# Critical strain for the indirect-to-direct crossover in Ge and GeSn

In unstrained Ge the four L valleys lie below the Γ valley by $\delta_0 = E_\Gamma - E_L$. I want the strain, or the Sn fraction, at which this offset vanishes, and how far a Ge film on Si with 0.25 % thermal strain has come towards it.

## 1. Premises and conventions

- P1. The strain $\varepsilon_{ij}$ is homogeneous and small. It is the symmetric tensor strain in the cubic axes, positive in tension, with trace $T=\mathrm{Tr}\,\varepsilon$.
- P2. Band edges shift linearly in $\varepsilon$.
- P3. Linear cubic elasticity with $C_{11}, C_{12}, C_{44}$; stress is positive in tension.
- P4. The film is thick and lightly doped, with no confinement and no band filling.
- P5. The alloy has sharp Γ and L edges with constant bowing, and at small $x$ it keeps the deformation potentials and elastic ratios of Ge.

Energies are electron energies. "Direct" means $\delta = E_\Gamma-\min E_L<0$ with no other valley lower.

## 2. Shifts allowed by symmetry

By P2 an edge that is nondegenerate apart from spin shifts by $\Delta E=\sum_{ij}\Xi_{ij}\varepsilon_{ij}$ with a symmetric tensor $\Xi$. Strain is even under time reversal and keeps the inversion centre, so the spin doublet does not split. An operation $R$ that maps the valley onto itself cannot change the energy, so $R\,\Xi R^{T}=\Xi$ for each $R$ of the valley's point group.

**Γ.** The group is cubic. The twofold axes along $x,y,z$ reverse the sign of each off-diagonal element, so these vanish. The threefold axis permutes the diagonal elements, so these are equal:
$$\Delta E_\Gamma=a_c^\Gamma T.\tag{1}$$

**L.** Take the valley along $\mathbf n=(1,1,1)/\sqrt3$. The threefold rotation $x\to y\to z\to x$ forces equal diagonal and equal off-diagonal elements. That leaves two parameters, $\Xi=\Xi_d\mathbf 1+\Xi_u\mathbf{nn}$ (the Herring–Vogt form). The other valleys follow by rotating $\mathbf n$. Since $n_i^2=1/3$ for all four,
$$\mathbf n\cdot\varepsilon\cdot\mathbf n=\tfrac13T+2(n_xn_y\varepsilon_{xy}+n_yn_z\varepsilon_{yz}+n_zn_x\varepsilon_{zx}),$$
and with $a_c^L=\Xi_d^L+\Xi_u^L/3$
$$\Delta E_L=a_c^LT+2\,\Xi_u^L\,(n_xn_y\varepsilon_{xy}+n_yn_z\varepsilon_{yz}+n_zn_x\varepsilon_{zx}).\tag{2}$$

For a strain that is diagonal in the cubic axes the second term is zero, and all four valleys move together by $a_c^LT$. The degeneracy is more general than P2. A diagonal strain keeps the three twofold axes, and these carry $[111]$ into $[\bar1\bar11]$, $[\bar11\bar1]$ and $[1\bar1\bar1]$, so the valleys are equivalent to all orders. The stationary points do not move either: Γ and L are half of a reciprocal-lattice vector of the strained crystal, where $E(\mathbf k)=E(-\mathbf k)$ makes the gradient of a nondegenerate band vanish.

**Δ.** For the valleys along cubic axis $i$ the fourfold axis gives the same uniaxial form with $\mathbf n=\hat{\mathbf e}_i$:
$$\Delta E_{\Delta_i}=a_c^\Delta T+\Xi_u^\Delta(\varepsilon_{ii}-T/3).\tag{3}$$
These valleys split under [001] strain, so I check them in section 5.

## 3. The valence band drops out

The absolute potentials $a_c^i$ need an energy reference outside the crystal, while gap potentials do not. For tetragonal strain $\mathrm{diag}(\varepsilon_{xx},\varepsilon_{xx},\varepsilon_{zz})$ let $\eta=\varepsilon_{zz}-\varepsilon_{xx}$. The Bir–Pikus term on the $p$-like states ($L=1$, in units of $\hbar$) is $a_vT-3b\sum_i(L_i^2-\tfrac23)\varepsilon_{ii}$. With $L_x^2+L_y^2=2-L_z^2$ the sum equals $\eta(L_z^2-\tfrac23)$. I add the spin–orbit term with its zero at the unstrained band top and set $Q=b\eta$:
$$H_v=a_vT-3Q\left(L_z^2-\tfrac23\right)+\tfrac23\Delta_0\,\mathbf L\cdot\mathbf S-\tfrac13\Delta_0 .$$
$J_z$ is conserved. The $m_J=\pm\frac32$ states have $L_z^2=1$ and $\mathbf L\cdot\mathbf S=\frac12$, so $E_{HH}=a_vT-Q$. For $m_J=\frac12$, in the basis $|m_L{=}0,\uparrow\rangle$, $|m_L{=}1,\downarrow\rangle$, $\mathbf L\cdot\mathbf S$ has diagonal $(0,-\frac12)$ and off-diagonal $1/\sqrt2$, so
$$H_v-a_vT=\begin{pmatrix}2Q-\Delta_0/3&\sqrt2\Delta_0/3\\ \sqrt2\Delta_0/3&-Q-2\Delta_0/3\end{pmatrix}.$$
The trace is $Q-\Delta_0$ and the determinant is $-2Q^2-Q\Delta_0$, hence
$$E_\pm=a_vT+\tfrac12\left[Q-\Delta_0\pm\sqrt{\Delta_0^2+2Q\Delta_0+9Q^2}\right].\tag{4}$$
The mean of $E_{HH},E_+,E_-$ is $a_vT-\Delta_0/3$, free of $Q$. I define the gap potentials $a_i=a_c^i-a_v$, the slopes of the conduction edges against this mean. Under pure pressure $P$, $T=-P/B$, so $a_i=-B\,dE_{g,i}/dP$ if $\Delta_0$ is held fixed.

Both gaps end on the same valence top, whichever level that is. In their difference $a_v$, $b$ and $\Delta_0$ all cancel, and (1) and (2) give for diagonal strain
$$\delta(T)=\delta_0-DT,\qquad D\equiv a_L-a_\Gamma=a_c^L-a_c^\Gamma .\tag{5}$$
Setting $\delta=0$,
$$\boxed{T_c=\frac{E_\Gamma-E_L}{a_L-a_\Gamma}}\tag{6}$$
In Ge both potentials are negative and $|a_\Gamma|>|a_L|$, so $D>0$ and the crossover needs dilation.

## 4. From the trace to the applied strain

For diagonal strain Hooke's law reads $\sigma_{ii}=(C_{11}-C_{12})\varepsilon_{ii}+C_{12}T$. Summing over $i$,
$$\mathrm{Tr}\,\sigma=(C_{11}+2C_{12})\,T=3BT.\tag{7}$$
So (6) is a condition on the sum of the three normal stresses, however they are distributed.

**Biaxial (001) film.** $\varepsilon_{xx}=\varepsilon_{yy}=\varepsilon_\parallel$, and the free surface gives $\sigma_{zz}=C_{11}\varepsilon_{zz}+2C_{12}\varepsilon_\parallel=0$. Then $\varepsilon_{zz}=-2(C_{12}/C_{11})\varepsilon_\parallel$ and $T=\gamma\varepsilon_\parallel$ with $\gamma=2(1-C_{12}/C_{11})$:
$$\varepsilon_{\parallel,c}=\frac{T_c}{2(1-C_{12}/C_{11})}.\tag{8}$$

**Uniaxial stress along [001].** $\varepsilon_{zz}=\varepsilon$, and the free sides give $\sigma_{xx}=(C_{11}+C_{12})\varepsilon_{xx}+C_{12}\varepsilon=0$. Then $\varepsilon_{xx}=\varepsilon_{yy}=-\nu\varepsilon$ with $\nu=C_{12}/(C_{11}+C_{12})$, and $T=(1-2\nu)\varepsilon$:
$$\varepsilon_c=\frac{T_c}{1-2\nu}.\tag{9}$$
Because $1-2\nu=(C_{11}-C_{12})/(C_{11}+C_{12})$, the ratio of (9) to (8) is purely elastic:
$$\frac{\varepsilon_c}{\varepsilon_{\parallel,c}}=\frac{2(C_{11}+C_{12})}{C_{11}}.\tag{10}$$
Within P1–P3 a biaxial and a uniaxial critical strain cannot be chosen independently.

**Tetragonal distortion.** Let $\kappa=(C_{11}+2C_{12})/[3(C_{11}-C_{12})]$. In the biaxial case $\eta=-(1+2C_{12}/C_{11})\varepsilon_\parallel=-\frac32\kappa T$. In the uniaxial case $\eta=(1+\nu)\varepsilon=3\kappa T$. At equal $T$ the uniaxial distortion is twice as large and of opposite sign.

The compiled constants of Ge are $C_{11}=129$, $C_{12}=48$, $C_{44}=67$ GPa (Råsander 2015, temperature not stated). They give $C_{12}/C_{11}=0.372$, $\gamma=1.256$, $\nu=0.271$, $1-2\nu=0.458$, $\kappa=0.926$, $3B=225$ GPa and 2.74 for the ratio (10). $B=75.0$ GPa lies 1 % below the compiled bulk modulus of 75.8 GPa (Toher 2017).

## 5. Critical strains of the model for Ge

The compiled room-temperature gaps are 0.66 eV (indirect, Wing 2021) and 0.8 eV (direct, Waroquiers 2013). I read the second as 0.80 eV, which is an assumption about the unlisted digit, and get $\delta_0=0.14$ eV. For the gap potentials I take two typical sets as inputs, to show the spread: set A, $a_\Gamma\approx-9.5$, $a_L\approx-2.8$ eV; set B, $a_\Gamma\approx-9.0$, $a_L\approx-3.6$ eV. I carry unrounded values between steps.

| set | $D$ (eV) | $T_c$ (%) | $\varepsilon_{\parallel,c}$ (%) | $\varepsilon_c$ (%) | $\mathrm{Tr}\,\sigma$ (GPa) |
|---|---|---|---|---|---|
| A | 6.7 | 2.1 | 1.7 | 4.6 | 4.7 |
| B | 5.4 | 2.6 | 2.1 | 5.7 | 5.8 |

The last column is the uniaxial stress at the crossover, and the biaxial stress is half of it. A change of 0.01 eV in $\delta_0$ moves $\varepsilon_{\parallel,c}$ by 0.12 percentage points (set A), so two figures are the most I can claim. The model puts the crossover near 2 % biaxial and above 4 % uniaxial.

**Do the Δ valleys interfere?** With $T=3\varepsilon_{xx}+\eta$, I have $\varepsilon_{zz}-T/3=\frac23\eta$ and $\varepsilon_{xx}-T/3=-\frac13\eta$. Take $\Xi_u^\Delta>0$. In the film ($\eta<0$) the $z$ pair comes down, with $\frac23\eta=-\kappa T$. Under uniaxial tension ($\eta>0$) the four transverse valleys come down, with $-\frac13\eta=-\kappa T$. The two cases coincide, and (3) gives the margin at the crossover:
$$E_\Delta^{\min}-E_L=(E_\Delta-E_L)_0+\left(a_\Delta-a_L-\kappa\,\Xi_u^\Delta\right)T_c .\tag{11}$$
With typical inputs $E_\Delta\approx0.85$ eV, $a_\Delta\approx+1.3$ eV and $\Xi_u^\Delta\approx9.4$ eV, the margin falls from 0.19 eV to 0.09 eV for either set. It stays positive, so (6) does mark the change to a direct gap.

**Gap at the crossover (set A).** I measure from the level $a_vT$. The conduction edge is $0.80\ \mathrm{eV}+a_\Gamma T_c=0.60$ eV. I use the compiled $\Delta_0=0.3$ eV (Peralta 2006, mostly low temperature) and a typical $b\approx-2.5$ eV. In the film $Q=+0.073$ eV, the top level is $E_+=0.099$ eV (light hole mixed with the split-off band), and the gap is 0.50 eV. Under uniaxial tension $Q=-0.145$ eV, the top level is $E_{HH}$, and the gap is 0.46 eV. The gap depends on geometry and on $b$, while $T_c$ depends on neither.

**Why [001].** A shear $\varepsilon_{xy}$ enters (2) as $\pm\frac23\Xi_u^L\varepsilon_{xy}$, so two valleys drop and (5) becomes $\delta=\delta_0-DT+\frac23\Xi_u^L|\varepsilon_{xy}|$. Uniaxial stress $\sigma$ along [110] has $\mathrm{Tr}\,\sigma=\sigma$ and $\sigma_{xy}=\sigma/2=2C_{44}\varepsilon_{xy}$, so
$$\frac{d\delta}{d\sigma}=-\frac{D}{3B}+\frac{\Xi_u^L}{6C_{44}} .$$
With a typical $\Xi_u^L\approx16$ eV the second term is 40 meV/GPa, against 30 (A) or 24 (B) meV/GPa for the first. In the linear model [110] tension widens the offset. A stray shear of 0.1 % in a nominally [001] geometry costs 11 meV.

## 6. GeSn

By P5, $E_i(x)=(1-x)E_i^{\rm Ge}+xE_i^{\rm Sn}-b_ix(1-x)$ for $i=\Gamma,L$ in Ge$_{1-x}$Sn$_x$. Subtracting, with $\delta_{\rm Sn}=E_\Gamma^{\rm Sn}-E_L^{\rm Sn}$ and $\Delta b=b_\Gamma-b_L$,
$$\delta(x)=\delta_0-sx+\Delta b\,x^2,\qquad s=(\delta_0-\delta_{\rm Sn})+\Delta b.\tag{12}$$
Tin lowers the offset in two ways. One is the end point: in α-Sn the $s$-like Γ level lies below L. The other is the bowing difference. Strain, measured from the relaxed alloy lattice, adds $-D\gamma\varepsilon_\parallel$ for a (001) layer. The boundary in the $(x,\varepsilon_\parallel)$ plane is
$$\varepsilon_{\parallel,c}(x)=\frac{\delta_0-sx+\Delta b\,x^2}{\gamma D},\tag{13}$$
and at given strain the root that goes to zero with the offset is
$$x_c=\frac{s-\sqrt{s^2-4\Delta b\,(\delta_0-\gamma D\varepsilon_\parallel)}}{2\Delta b}.\tag{14}$$

Typical inputs are $E_\Gamma^{\rm Sn}\approx-0.41$, $E_L^{\rm Sn}\approx+0.09$, $b_\Gamma\approx2.4$ and $b_L\approx1.0$ eV. Then $\delta_{\rm Sn}=-0.50$ eV, $\Delta b=1.4$ eV and $s=0.64+1.4=2.04$ eV, of which the bowing supplies 69 %. The relaxed model alloy crosses at $x_c=7.2$ %. With $\Delta b=1.0$ eV it would cross at 9.0 %, and with no bowing difference at 22 %. At small $x$, (13) trades 1 % of biaxial strain for $\gamma D/s=4.1$ (A) or 3.3 (B) % of Sn.

Tin also enlarges the lattice. With Vegard's rule, $a(x)=a_{\rm Ge}(1+\mu x)$, and approximate lattice constants 5.658 Å (Ge) and 6.489 Å (α-Sn) give $\mu=0.147$. A layer coherent with a Ge buffer of in-plane strain $\varepsilon_b$ has
$$\varepsilon_\parallel(x)=\frac{1+\varepsilon_b}{1+\mu x}-1\approx\varepsilon_b-\mu x.\tag{15}$$
This compression raises $\delta$ at the rate $\gamma D\mu=1.24$ (A) or 1.00 (B) eV per unit $x$, which cancels 61 % or 49 % of $s$.

## 7. Range of validity

**Second order in strain.** For tetragonal strain symmetry allows $c_1T^2+c\,\eta^2$ in $\delta$. A term $T\eta$ is excluded for $E_\Gamma$ and for the degenerate $E_L$, since $T$ times an expression linear in the traceless strain has no cubic invariant. At the crossover of set A, $\eta=-2.9$ % (biaxial) and $+5.8$ % (uniaxial), both larger in magnitude than $T_c$. I have no value of $c$. For an illustrative $|c|=5$ eV, of the size of the first-order potentials, $c\eta^2$ is 4 meV in the film and 17 meV under uniaxial stress, the factor of four being exact. Solving $\delta_0-DT+c\eta^2=0$ with $c=+5$ eV leaves the biaxial value at 1.7 % and moves the uniaxial one from 4.6 to 5.3 %; $c=-5$ eV moves it to 4.1 %.

**Finite strain.** At the uniaxial crossover the true volume change $(1+\varepsilon)(1-\nu\varepsilon)^2-1$ is 5 % smaller than $T$. In the film the difference is below 1 %. Third-order elastic constants, which I neglect, enter at the same order. So (8) is limited mainly by $D$ and $\delta_0$, while (9) fixes the uniaxial strain only to roughly 4 to 6 %.

**Confinement.** For a (001) layer of thickness $d$ with infinite barriers, each valley rises by $\hbar^2\pi^2/(2m_zd^2)$, where $1/m_z$ is the $zz$ element of the inverse mass tensor. For L, $1/m_z=1/(3m_l)+2/(3m_t)$. Typical masses $m_\Gamma\approx0.04$, $m_l\approx1.59$, $m_t\approx0.082$ (units of $m_0$) give $m_z=0.12$. The offset grows by 16 meV at $d=20$ nm, which rivals the effect of the thermal strain, and falls as $d^{-2}$. P4 holds for films of 100 nm and more.

**Alloy.** Equations (12)–(15) are meant for $x$ up to about 0.1. Beyond that the composition dependence of $\Delta b$, $D$ and $\gamma$, and alloy broadening of the edges, are no longer small against $\delta$.

**Geometry.** The strain must be diagonal in the cubic axes and uniform over the length that carriers sample. **Temperature.** The two Ge gaps (room temperature) and the expansion coefficients (293 K) are compiled room-temperature values. The compiled $\Delta_0$ is mostly a low-temperature value, the elastic constants carry no stated temperature, and the typical inputs are of low or unstated temperature (the α-Sn level $E_\Gamma^{\rm Sn}\approx-0.41$ eV is a low-temperature value). I assume that these apply at 300 K.

## 8. Illustration: Ge on Si(001) with 0.25 % thermal strain

A thin film that is relaxed at the growth or anneal temperature and then follows a thick substrate on cooling acquires $\varepsilon_\parallel=\int(\alpha_{\rm Ge}-\alpha_{\rm Si})\,dT'$, with $T'$ the temperature. The compiled coefficients at 293 K are 5.7 and $2.6\times10^{-6}$ K$^{-1}$ (Kaye and Laby, NPL), a difference of $3.1\times10^{-6}$ K$^{-1}$. Holding it constant is only an estimate, because both coefficients vary with temperature. Then 0.25 % corresponds to a cooling range of $8.1\times10^2$ K. Cooling from the melting point of Ge (approximately 1211 K) would give 0.28 %, while the critical strain of set A would need $5.4\times10^3$ K. Thermal mismatch alone cannot reach the crossover.

**Elastic state.** $\varepsilon_{zz}=-0.186$ %, $T=0.314$ %, $\eta=-0.436$ %. By (7) the in-plane stress is $3BT/2=0.35$ GPa.

**Offset.** $DT=21$ meV (A) or 17 meV (B), so $\delta=119$ or 123 meV. The film has covered 15 % or 12 % of the way. The shift is better determined than $\delta$ itself, which inherits the doubt of about 10 meV in $\delta_0$. The normal stress still to be added, in any split among the cubic axes, is 4.0 GPa (A) or 5.1 GPa (B).

**Edges (set A).** Against $a_vT$, Γ moves by $-30$ meV and L by $-9$ meV. $Q=10.9$ meV, so $E_{HH}=-Q$, (4) gives $E_+=11.7$ meV, and the valence splitting is 23 meV. The direct gaps become 0.76 eV to the light-hole level and 0.78 eV to the heavy-hole level, and the indirect gap is 0.64 eV. The direct edge $hc/E_g$ moves from 1.55 to 1.63 μm.

**Occupation.** For parabolic valleys and Boltzmann statistics each principal direction contributes a Gaussian integral proportional to $\sqrt{m}$. There are four full L ellipsoids (eight halves at the zone faces), so
$$\frac{n_\Gamma}{n_L}=\frac{m_\Gamma^{3/2}}{4\sqrt{m_lm_t^2}}\,e^{-\delta/k_BT'} .$$
The prefactor is 0.019 with the masses above, and $k_BT'=25.9$ meV at 300 K. The ratio rises from $8.6\times10^{-5}$ to $1.9\times10^{-4}$ (A). The gain $e^{DT/k_BT'}$ is 2.3 (A) or 1.9 (B) if the masses do not change with strain. Even at $\delta=0$ the ratio equals only the prefactor, so the crossover is a statement about band order and leaves most electrons in L.

**With tin.** If an alloy film were relaxed at high temperature and kept the same 0.25 % tension, (14) would give $x_c=6.1$ % (A) or 6.3 % (B). A layer grown coherently on this Ge film is in a different state. At $x=0.10$, (12) gives $\delta=-0.050$ eV for the relaxed alloy, and (13) tolerates a compression down to $-0.59$ % (A) or $-0.74$ % (B). Equation (15) with $\varepsilon_b=0.25$ % gives $-1.20$ %, hence $\delta=+0.05$ eV (A) or $+0.03$ eV (B), and the coherent layer is indirect. It turns direct once 51 % (A) or 39 % (B) of its strain has relaxed.

For a fully coherent layer, (13) with the exact form of (15) has its root at $x=0.23$ (A, at $-3.0$ % strain) or 0.14 (B). With the linearised form of (15), set A has no root at all, so a term of order $\mu^2x^2$ decides whether the crossover exists. These roots lie outside the range of P5 and I do not trust them. What the model supports for the 0.25 % film is that the Γ–L offset shrinks by about 20 meV to about 0.12 eV, and that closing it takes a biaxial strain near 2 %, or some 6 % Sn at unchanged tension.